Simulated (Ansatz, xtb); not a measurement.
**Relative energy of two isomers of C3H11ClSi2**

Structure I is `CC[C@@H]([SiH3])[SiH2]Cl`, a singlet and structure II is `C[SiH2]CC[SiH2]Cl`, a singlet. Both are isolated molecules in the gas phase, relaxed with B3LYP-D3(BJ)/def2-SVP; each stands in its lowest conformer found.

Quicker runs give these differences E(II) − E(I): GFN2-xTB +21.8 kJ/mol; HF/STO-3G −51.3 kJ/mol (at GFN2-xTB geometries); r2SCAN-D4/def2-SVP −29.5 kJ/mol (at GFN2-xTB geometries).

Q: Which of the two would you expect CCSD(T)/def2-SVP + ΔMP2/def2-TZVPP electronic energies to favour?

A: Structure II; the calculation gives E(II) − E(I) = −32.2 kJ/mol.

The same difference at several levels:

```tsv
level	geometry	E(II) − E(I) (kJ/mol)	departure from the last row (kJ/mol)	job, with rough time for the two
GFN2-xTB	GFN2-xTB	+21.8	+54.0	optimisation, 0.37 s
HF/STO-3G	GFN2-xTB	−51.3	−19.1	single point, 1.4 s
r2SCAN-D4/def2-SVP	GFN2-xTB	−29.5	+2.8	single point, 7.3 s
B3LYP-D3(BJ)/def2-SVP	B3LYP-D3(BJ)/def2-SVP	−26.8	+5.5	optimisation, 2 min
HF/def2-SVP	B3LYP-D3(BJ)/def2-SVP	−35.2	−2.9	part of the CCSD(T) run
MP2/def2-SVP	B3LYP-D3(BJ)/def2-SVP	−22.8	+9.4	part of the CCSD(T) run
CCSD(T)/def2-SVP	B3LYP-D3(BJ)/def2-SVP	−21.2	+11.0	single point
CCSD(T)/def2-SVP + ΔMP2/def2-TZVPP	B3LYP-D3(BJ)/def2-SVP	−32.2		single point, 2 min
```

As drawn, II has 1 C–Si, 1 C–H in place of 1 C–C, 1 Si–H.

GFN2-xTB puts the two in the other order. The largest departure from CCSD(T)/def2-SVP + ΔMP2/def2-TZVPP is that of GFN2-xTB, 54.0 kJ/mol. The last row adds to CCSD(T) the change of the MP2 difference between the two basis sets, here −11.0 kJ/mol.

With thermal terms from frequencies at re-optimised GFN2-xTB minima (ideal gas, soft modes damped towards free rotors, one conformer each, 298.15 K, 1 atm): the zero-point term adds +2.0 kJ/mol; ΔH is −29.2 and ΔG −33.0 kJ/mol.

The correlated steps freeze 18 core orbitals. Mirror images aren't counted in ΔG. Programs: Ansatz 0.2.0, xtb 6.7.1; the last row on 2 threads of Intel(R) Xeon(R) Processor @ 2.70GHz on a shared host.

Every level except GFN2-xTB favours II, the isomer with silicon inside the chain. The Si–Cl bond is common to both, so the preference comes mainly from exchanging a C–C and an Si–H bond for a C–Si and a C–H bond. Carbon's compact valence orbitals overlap better with hydrogen 1s than silicon's more diffuse ones do, and the gain from forming C–H in place of Si–H outweighs the smaller change in the skeletal bonds. The reversed GFN2-xTB order probably reflects an imbalance in its parametrised bond energies.

In the small basis, correlation narrows the gap from −35.2 to −21.2 kJ/mol, consistent with greater medium-range correlation in the branched isomer I. Enlarging the basis shifts the balance back towards II, so the closeness of HF/def2-SVP to the final value is largely a cancellation of errors. The preference for II is therefore better supported than its exact size, as a basis shift of −11.0 kJ/mol leaves room for further change.
